# Negative-energy content of a localised Dirac packet: a tight Gaussian for Hg

## Result

Let a free Dirac electron be prepared in the state $\psi=(\phi\chi,\,0)^{T}$, with a normalised scalar function $\phi(\mathbf r)$, a normalised two-spinor $\chi$ and vanishing lower components (standard representation, $\beta=\mathrm{diag}(1,1,-1,-1)$). Its Fourier component of momentum $\mathbf p$ has the negative-energy weight

$$w(p)=\frac{E_p-mc^2}{2E_p},\qquad E_p=\sqrt{c^2p^2+m^2c^4}.$$

For $\phi\propto e^{-r^2/2d^2}$ define $x=mcd/\hbar$ and $z=x^2/2$. The total weight is

$$W=\frac12-\frac{x^3}{2\sqrt\pi}\,e^{z}\left[K_1(z)-K_0(z)\right],$$

with modified Bessel functions $K_n$. Its limits are

$$W\simeq\frac{3}{8x^2}-\frac{45}{64x^4}\quad(x\gg1),\qquad W\simeq\frac12-\frac{x}{\sqrt\pi}\quad(x\ll1).$$

With $\hbar=c=1$ the first term of the wide-packet limit reads $3/(8m^2d^2)$.

## Problem

An $s$-type primitive $\phi\propto e^{-\zeta r^2}$ with $\zeta=10^6\ a_0^{-2}$ is used in the upper (large) component of a four-component basis for Hg ($Z=80$). Use Hartree atomic units ($\hbar=m=e=4\pi\varepsilon_0=1$, lengths in $a_0$, energies in $E_h$) with $c=137.036\ a_0E_h/\hbar$.

(a) Find $d$, $x$ and the rms momentum, and decide which limit applies.

(b) Compute $W$ for $\psi=(\phi\chi,0)^T$ with respect to the free Dirac Hamiltonian. Compare with $\zeta=10^2\ a_0^{-2}$ and with the exponent for which $x=1$.

(c) Add the lower-component partner $(0,\ \boldsymbol\sigma\cdot\mathbf p\,\phi\chi)^T$ with a free coefficient and find the smallest attainable negative-energy weight.

(d) Estimate the size of the nuclear attraction, for a point nucleus, that the free Hamiltonian omits.

**Answers.** (a) $d=7.0711\times10^{-4}\ a_0$, $x=0.096899$, $p_{\rm rms}=12.64\,mc$, so the tight limit applies. (b) $W=0.4465$. (c) $W_{\min}=0.031$. (d) $\langle Z/r\rangle=6.80\,mc^2$, against $\langle E_p\rangle=11.70\,mc^2$.

## Why the formula holds

**Weight at one momentum.** In momentum space $H=c\,\boldsymbol\alpha\cdot\mathbf p+\beta mc^2$ is a $4\times4$ matrix. The matrices $\alpha_i$ and $\beta$ anticommute and square to one, so $H^2=E_p^2$. The projectors on the two branches of the spectrum are then $\Lambda_\pm=(E_p\pm H)/2E_p$. For $u=(\chi,0)^T$ the matrices $\boldsymbol\alpha$, which connect only upper with lower components, have zero expectation value, and $u^\dagger\beta u=1$. Hence $u^\dagger Hu=mc^2$ and $u^\dagger\Lambda_-u=(E_p-mc^2)/2E_p$, whatever the direction of the spin. Since $\Lambda_-$ commutes with $H$, the weight is conserved in free evolution. It lies between 0 and $1/2$, and so does any average of it.

**Average over the Gaussian.** The Fourier transform of $e^{-r^2/2d^2}$ is proportional to $e^{-p^2d^2/2\hbar^2}$. With $k=pd/\hbar$ the normalised radial distribution is $(4/\sqrt\pi)\,k^2e^{-k^2}dk$, which has $\langle k^2\rangle=3/2$, $\langle k^4\rangle=15/4$ and $\langle k^{-1}\rangle=2/\sqrt\pi$. Because $mc^2/E_p=x/\sqrt{k^2+x^2}$,

$$W=\frac{1-A}{2},\qquad A=\left\langle\frac{mc^2}{E_p}\right\rangle=\frac{2x}{\sqrt\pi}\int_0^\infty\frac{t\,e^{-t}\,dt}{\sqrt{t(t+x^2)}},\qquad t=k^2 .$$

Introduce $G(s)=\int_0^\infty e^{-st}[t(t+x^2)]^{-1/2}dt$. The substitution $t=z(\cosh\tau-1)$ gives $t(t+2z)=z^2\sinh^2\tau$, so that $G(s)=e^{sz}\int_0^\infty e^{-sz\cosh\tau}d\tau=e^{sz}K_0(sz)$. The integral in $A$ is $-G'(1)$. With $K_0'=-K_1$ it equals $z\,e^z(K_1-K_0)$, and $A=(x^3/\sqrt\pi)\,e^z(K_1-K_0)$.

**Limits.** For $x\gg1$ expand $w=k^2/4x^2-3k^4/16x^4+\dots$ and insert the moments, which gives $3/8x^2-45/64x^4$. In terms of the exponent the leading term is $3\hbar^2\zeta/4m^2c^2$. For $x\ll1$ the leading value is $A\simeq x\langle k^{-1}\rangle$. The next term follows from $K_1\simeq1/z$ and $K_0\simeq-\ln(z/2)-\gamma$, with Euler's constant $\gamma$:

$$W\simeq\frac12-\frac{x}{\sqrt\pi}\left[1+z\left(1+\gamma+\ln\frac z2\right)\right].$$

## Solution

**(a) Scales.** Equating exponents, $\zeta=1/2d^2$, gives

$$d=(2\times10^6\ a_0^{-2})^{-1/2}=7.0711\times10^{-4}\ a_0 .$$

The reduced Compton wavelength is $\hbar/mc=7.2974\times10^{-3}\ a_0$ and the rest energy is $mc^2=18779\ E_h$. The ratio of the two lengths gives

$$x=0.096899,\qquad x^2=9.3894\times10^{-3},\qquad z=4.6947\times10^{-3}.$$

The rms momentum is $\hbar\sqrt{3/2}/d=\hbar\sqrt{3\zeta}=1732\ \hbar/a_0=12.64\,mc$. The function is about ten times narrower than $\hbar/mc$ and far inside the length $a_0/Z=0.0125\ a_0$ that sets the scale of the $1s$ shell. The wide-packet formula would give $3/8x^2=39.9$, which exceeds the bound $1/2$ and shows that it does not apply.

**(b) Total weight.** At this $z$,

$$K_0=5.4773,\quad K_1=212.991,\quad e^z=1.004706,\quad x^3/\sqrt\pi=5.133\times10^{-4},$$

$$A=5.133\times10^{-4}\times1.004706\times207.514=0.10702,\qquad W=0.44649 .$$

The leading tight-limit form gives $1/2-x/\sqrt\pi=0.4453$. The logarithmic correction changes the bracket by $-0.0210$ and gives $0.44648$. The weight at the single momentum $p_{\rm rms}$ is $0.461$. It is larger than $W$ because the average of $mc^2/E_p$ receives much of its value from momenta below $p_{\rm rms}$.

| $\zeta$ / $a_0^{-2}$ | $x$ | $3/8x^2$ | $W$ |
|---|---|---|---|
| $10^2$ | 9.690 | 0.00399 | 0.00392 |
| $9389$ | $1$ | 0.375 | 0.160 |
| $10^6$ | 0.096899 | 39.9 | 0.4465 |

The condition $x=1$ means $\zeta=m^2c^2/2\hbar^2$. The correction to the wide-packet term, relative to that term, is $15/8x^2$, which is $0.020$ at $\zeta=10^2\ a_0^{-2}$ and grows linearly with $\zeta$.

**(c) Lower-component partner.** Take the orthonormal pair $\psi_1=(\phi\chi,0)^T$ and $\psi_2=(0,\boldsymbol\sigma\cdot\mathbf p\,\phi\chi)^T/\langle p^2\rangle^{1/2}$, where $(\boldsymbol\sigma\cdot\mathbf p)^2=p^2$ fixes the norm and averages refer to the momentum distribution of $\phi$. This partner is the one prescribed by restricted kinetic balance. The weight of $\psi=\cos\theta\,\psi_1+\sin\theta\,\psi_2$ is $(1-\langle\psi| H/E_p|\psi\rangle)/2$, and the matrix of $H/E_p$ in this basis is

$$\begin{pmatrix}A&C\\ C&-B\end{pmatrix},\qquad C=\frac{\langle cp^2/E_p\rangle}{\langle p^2\rangle^{1/2}}=\frac{D}{\sqrt{3/2}},\qquad B=\frac{\langle p^2mc^2/E_p\rangle}{\langle p^2\rangle}=\frac{xD}{3/2},$$

with $D=\langle k^2/\sqrt{k^2+x^2}\rangle=(2/\sqrt\pi)\,G''(1)$. Using $K_1'=-K_0-K_1/z$,

$$D=\frac{2}{\sqrt\pi}\,z^2e^z\left(2K_0-2K_1+\frac{K_1}{z}\right)=1.1232 .$$

Then $C=0.9171$ and $B=0.0726$. The weight is smallest for the eigenvector with the larger eigenvalue,

$$\lambda=\frac{A-B}{2}+\sqrt{\left(\frac{A+B}{2}\right)^2+C^2}=0.9387,\qquad W_{\min}=\frac{1-\lambda}{2}=0.031 .$$

The mixing follows from $\tan\theta=(\lambda-A)/C=0.907$, so the lower components carry the fraction $\sin^2\theta=0.451$ of the norm. The remainder $0.031$ does not vanish for the following reason. A positive-energy spinor has lower components $c\,\boldsymbol\sigma\cdot\mathbf p/(E_p+mc^2)$ times the upper ones, and one constant coefficient cannot reproduce the factor $1/(E_p+mc^2)$ over the whole momentum range of the Gaussian.

**(d) The omitted potential.** The density $|\phi|^2\propto e^{-r^2/d^2}$ has $\langle 1/r\rangle=2/(\sqrt\pi d)=1595.8\ a_0^{-1}$. The magnitude of the mean attraction is

$$\langle Z/r\rangle=80\times1595.8\ E_h=1.277\times10^5\ E_h=6.80\,mc^2 .$$

The mean free-particle energy follows from $E_p=(c^2p^2+m^2c^4)/E_p$ as $\langle E_p\rangle=(D/x+A)\,mc^2=11.70\,mc^2$. The potential amounts to $0.58$ of this and is no small perturbation.

The numbers in (b) and (c) are therefore exact statements about the decomposition into free-particle states, the one made by the free-particle Foldy–Wouthuysen transformation. They are not the weights on the negative-energy continuum of the Dirac Hamiltonian with the Hg nucleus, whose projectors differ from $\Lambda_\pm$ and do not commute with $\mathbf p$. Nor is $W$ a probability of finding positrons in the atom. It is a property of one basis function, and it shows that at $\zeta=10^6\ a_0^{-2}$ "upper component" and "positive energy" are far from the same thing: a purely upper-component function is divided between the two free branches as $0.5535$ to $0.4465$.